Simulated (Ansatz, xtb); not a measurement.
# CH5GeIn: which of two structures lies lower

Structure X is `[CH3][GeH2][In]`, a singlet and structure Y is a singlet given by its coordinates. Both are isolated molecules in the gas phase, relaxed with BLYP-D3(BJ)/def2-SVP.

X (Å):

```xyz
8

C     1.4573   -0.1220    0.4929
Ge   -0.4347    0.5883    0.4550
In   -2.1079   -0.4236   -1.6178
H    -0.9975    0.3205    1.9062
H     2.0229    0.3297    1.3311
H     1.4521   -1.2224    0.6208
H    -0.2767    2.1595    0.4271
H     1.9767    0.1187   -0.4556
```

Y (Å):

```yaml
atoms:
  - { symbol: C, position_ang: [0.7379, -0.3729, 0.9541] }
  - { symbol: Ge, position_ang: [-1.1192, 0.2931, 0.2269] }
  - { symbol: In, position_ang: [0.6702, -0.3983, -2.1687] }
  - { symbol: H, position_ang: [0.5268, -1.2424, 1.6086] }
  - { symbol: H, position_ang: [-1.2101, -0.9103, -0.9707] }
  - { symbol: H, position_ang: [1.1430, 0.4465, 1.5815] }
  - { symbol: H, position_ang: [1.5767, -0.6897, 0.2837] }
  - { symbol: H, position_ang: [-0.4262, 1.2378, -1.0051] }
```

Close contacts (Å): C1–Ge2 2.10, Ge2–In3 3.07, C1–H4 1.11, C1–H6 1.11, C1–H7 1.12, Ge2–H5 1.70, Ge2–H8 1.70, In3–H5 2.29, In3–H8 2.29.

Energies in hartree; the thermal terms are from BLYP-D3(BJ)/def2-SVP harmonic frequencies (ideal gas, rigid rotor, one conformer each, 298.15 K, 1 atm) and include the zero-point energy:

```
                                X            Y
E, CCSD(T)/def2-TZVP  −2306.119189  −2306.102982
   zero-point energy      0.049112      0.047415
        H(298 K) − E      0.056425      0.054242
        G(298 K) − E      0.016369      0.015716
```

Work out ΔE, ΔE₀, ΔH and ΔG for X → Y in kJ/mol (1 Eh = 2625.50 kJ/mol) and the equilibrium ratio [Y]/[X].

1. ΔE = −2306.102982 − (−2306.119189) = +0.016207 Eh = +42.55 kJ/mol.
2. ΔE₀ = ΔE + ΔZPE = +0.016207 + (−0.001697) Eh = +38.10 kJ/mol.
3. ΔH = ΔE + (−0.002183) Eh = +36.82 kJ/mol.
4. ΔG = ΔE + (−0.000653) Eh = +40.84 kJ/mol, so ΔS = (ΔH − ΔG)/T = −13.5 J/(mol K).
5. kT = 0.9442 mEh, so K = [Y]/[X] = exp(−ΔG/kT) = exp(−16.47) ≈ 7.0 × 10^−8.

Structure X is favoured at this temperature. An error of 4 kJ/mol in ΔG would change K by a factor of 5. Mirror images and further conformers aren't counted.

Other levels gave ΔE = +8.9 (BLYP-D3(BJ)/def2-SVP); +72.7 (HF/def2-TZVP); +42.1 (MP2/def2-TZVP) kJ/mol. The correlated steps freeze 14 core orbitals; the filled d shell of Ge and In is correlated, in a basis made for valence electrons. Atoms past krypton carry core potentials in the def2 sets, without spin–orbit terms. Programs: Ansatz 0.2.0.

X is favoured because it keeps a direct Ge–In σ bond and two terminal Ge–H bonds, with indium as In(I) holding a largely 5s lone pair. In Y the Ge–In separation is 3.07 Å and the metal is held mainly through two hydrogens. Their Ge–H distances of 1.70 Å are stretched and the In–H contacts of 2.29 Å are well beyond a normal terminal bond. This suggests a pyramidal germyl anion, its lone pair turned away from In⁺, bound by electrostatics and weak three-centre Ge–H–In donation. These contacts don't fully repay the lost σ bond.

The weakened Ge–H stretches probably account for Y's lower zero-point energy, while its tighter double bridge fits the small entropy loss. Neither overturns the electronic preference. All four levels put X lower, but the gap is far less certain in BLYP, where the functional and the smaller basis may both favour bridging. The energies don't show whether Y, once formed, would survive long enough to be observed, since that depends on the barrier to rearrangement.
